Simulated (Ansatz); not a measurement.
Ag: the change of energy less free atoms and pressure with volume per atom

Results calculated with Ansatz 0.2.0, not measured. Periodic Kohn-Sham DFT of a crystal at fixed atoms; pressure and stress are positive in compression; the energy is the free energy less that of spherical unpolarised free atoms; site moments are those in the method's own spheres, positive along +z.

Cell of the first row (space group P6_3/mmc, No. 194):
```
cell vectors (Å)
   2.8702     0.0000     0.0000
  -1.4351     2.4857     0.0000
   0.0000     0.0000     4.6922
atoms (fractions of the cell vectors)
Ag  0.33333  0.66667  0.25000
Ag  0.66667  0.33333  0.75000
```

Settings of every row: method all-electron LAPW; functional LDA; relativity scalar; k mesh 14x14x8; filling fermi-dirac; smearing width 0.05 eV; basis error target 0.25 meV/atom; nucleus gaussian.

Atom start moment: 0 on all atoms.

```
row  volume per atom (Å³)  energy less free atoms (eV/atom)  pressure (GPa)
  1                16.738                           -3.7768          -5.037
  2                17.094                           -3.7631          -7.176
  3                 17.45                           -3.7451          -9.017
  4                17.628                           -3.7346          -9.837
  5                17.806                                 ?               ?
  6                17.984                           -3.7111         -11.298
  7                18.162                           -3.6981         -11.946
  8                18.518                           -3.6703         -13.093
  9                18.875                           -3.6401         -14.065
```

Question: what energy less free atoms and pressure should row 5 give?

Worked fit of energy less free atoms. Take u = (V_r/V)^(2/3) − 1 with V_r = 17.806 Å³ an atom, which is twice the finite (Eulerian) strain; such expansions in the strain, on which the Birch-Murnaghan equation of state is built, carry the rest volume and the bulk modulus. The shown rows have u = 0.0421, 0.02758, 0.01355, 0.00672, -0.00661, -0.01311, -0.0258, -0.03812. Least squares give energy less free atoms = −3.72323 − 1.7673 × u + 11.285 × u² + 11.4 × u³ eV/atom; a parabola predicts inner rows, each left out in turn, worse (root mean square 0.00019 against 5.6e-05 eV/atom). All shown rows lie on it to the printed digit. The withheld row has u = 0, so the fit gives −3.72323 − 1.7673 × (0) + 11.285 × (0)² + 11.4 × (0)³ = -3.7232 eV/atom.

The calculation gave -3.7232 eV/atom. The fit meets it to the printed digit.

Worked fit of pressure. Take u = (V_r/V)^(2/3) − 1 with V_r = 17.806 Å³ an atom, which is twice the finite (Eulerian) strain; such expansions in the strain, on which the Birch-Murnaghan equation of state is built, carry the rest volume and the bulk modulus. The shown rows have u = 0.0421, 0.02758, 0.01355, 0.00672, -0.00661, -0.01311, -0.0258, -0.03812. Least squares give pressure = −10.5962 + 109.507 × u + 509.23 × u² + 620 × u³ GPa; a parabola predicts inner rows, each left out in turn, worse (root mean square 0.01 against 0.00042 GPa). All shown rows lie on it to the printed digit. The withheld row has u = 0, so the fit gives −10.5962 + 109.507 × (0) + 509.23 × (0)² + 620 × (0)³ = -10.596 GPa.

The calculation gave -10.596 GPa. The fit meets it to the printed digit.
